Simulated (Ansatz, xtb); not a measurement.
# C4H9NSeSi: which of two isomers lies lower

We compare a, `CC[C@H](C#N)[SiH2][SeH]`, a singlet, with b, `CC1=CCN[Si@@H]1[SeH]`, a singlet. Both are isolated molecules in the gas phase, relaxed with r2SCAN-D4/def2-SVP; the shapes shown needn't be the lowest conformers.

a (Å):

```
atom    x (Å)    y (Å)    z (Å)
   C  -0.4849  -0.8684   2.7069
   C   0.5982  -1.0613   1.6529
   C   1.8739  -1.7351   2.2057
   C   2.4985  -0.9638   3.2675
   N   3.0289  -0.3186   4.0802
  Se   2.4171  -3.3642  -0.8204
  Si   3.2109  -2.0305   0.8599
   H  -1.3773  -0.3946   2.2701
   H  -0.1303  -0.2283   3.5302
   H  -0.7937  -1.8340   3.1391
   H   0.2206  -1.6940   0.8309
   H   0.8719  -0.0888   1.2058
   H   1.6163  -2.7321   2.6129
   H   3.6390  -0.7064   0.3271
   H   4.3503  -2.7750   1.4601
   H   1.6419  -2.2703  -1.4274
```

b (Å):

```xyz
16

C     0.1046    0.7036   -0.4313
C     0.6902    0.3831    0.9076
C     1.0349    1.2886    1.8488
C     1.6306    0.7980    3.1372
N     1.6786   -0.6503    3.0813
Se    2.7809   -2.3420    0.2958
Si    1.1535   -1.3036    1.5705
H    -0.8915    0.2437   -0.5523
H    -0.0003    1.7893   -0.5869
H     0.7324    0.2965   -1.2423
H     0.9021    2.3714    1.7143
H     1.0167    1.1605    3.9896
H     2.6349    1.2529    3.2775
H     2.1655   -1.1259    3.8306
H     0.0722   -2.3333    1.6525
H     2.0370   -3.6076    0.2202
```

Problem. Which of the two would you expect CCSD(T)/def2-SVP + ΔMP2/def2-TZVPP electronic energies to favour?

Solution. Structure b; the calculation gives E(b) − E(a) = −0.605 eV.

Level by level:

| level | geometry | E(b) − E(a) (eV) | departure from the last row (eV) | job, with rough time for the two |
| --- | --- | --- | --- | --- |
| GFN2-xTB | GFN2-xTB | −0.884 | −0.279 | optimisation, 0.44 s |
| HF/STO-3G | GFN2-xTB | −0.171 | +0.434 | single point, 0.64 s |
| r2SCAN-D4/def2-SVP//GFN2-xTB | GFN2-xTB | −0.774 | −0.169 | single point, 5.3 s |
| r2SCAN-D4/def2-SVP | r2SCAN-D4/def2-SVP | −0.818 | −0.213 | optimisation, 83 s |
| HF/def2-SVP | r2SCAN-D4/def2-SVP | −0.531 | +0.074 | part of the CCSD(T) run |
| MP2/def2-SVP | r2SCAN-D4/def2-SVP | −0.331 | +0.273 | part of the CCSD(T) run |
| CCSD(T)/def2-SVP | r2SCAN-D4/def2-SVP | −0.367 | +0.238 | single point |
| CCSD(T)/def2-SVP + ΔMP2/def2-TZVPP | r2SCAN-D4/def2-SVP | −0.605 |  | single point, 2.9 min |

As drawn, b has 1 C=C, 1 C–N, 1 N–Si, 1 N–H in place of 1 C–C, 1 C≡N, 1 Si–H. Structure a has no ring, b a 5-membered ring.

The levels shown agree on the order. The largest departure from CCSD(T)/def2-SVP + ΔMP2/def2-TZVPP is that of HF/STO-3G, 0.434 eV. The last row adds to CCSD(T) the change of the MP2 difference between the two basis sets, here −0.238 eV, a large step that makes the value less sure.

With thermal terms from frequencies at re-optimised GFN2-xTB minima (ideal gas, soft modes damped towards free rotors, one conformer each, 298.15 K, 1 atm): the zero-point term adds +0.085 eV; ΔH is −0.541 and ΔG −0.490 eV.

The correlated steps freeze 19 core orbitals; the filled d shell of Se is correlated, in a basis made for valence electrons. Programs: Ansatz 0.2.0, xtb 6.7.1; the last row on 4 threads of Arm Neoverse V1 on a shared host.

The cyclic aminosilane b lies below the open-chain nitrile a at every level, and the preference survives the thermal terms. The main reason is probably the exchange of a π bond for σ bonding: the nitrile gives up both its π bonds, only one of which is repaid by C=C, while a strong, polar Si–N bond forms and N–H replaces the weaker Si–H. A five-membered ring containing the long bonds of silicon costs little strain, so closure takes back little of this gain.

In the same basis, correlation narrows the gap from the Hartree–Fock value, as expected when one isomer holds the compact, strongly correlated electron pairs of a triple bond. The larger basis favours b again, which suggests that the polar Si–N bond needs more polarisation functions. Ring closure also removes internal rotations, consistent with ΔG being less negative than ΔH. The preference is thermodynamic and says nothing about how readily a would rearrange to b.
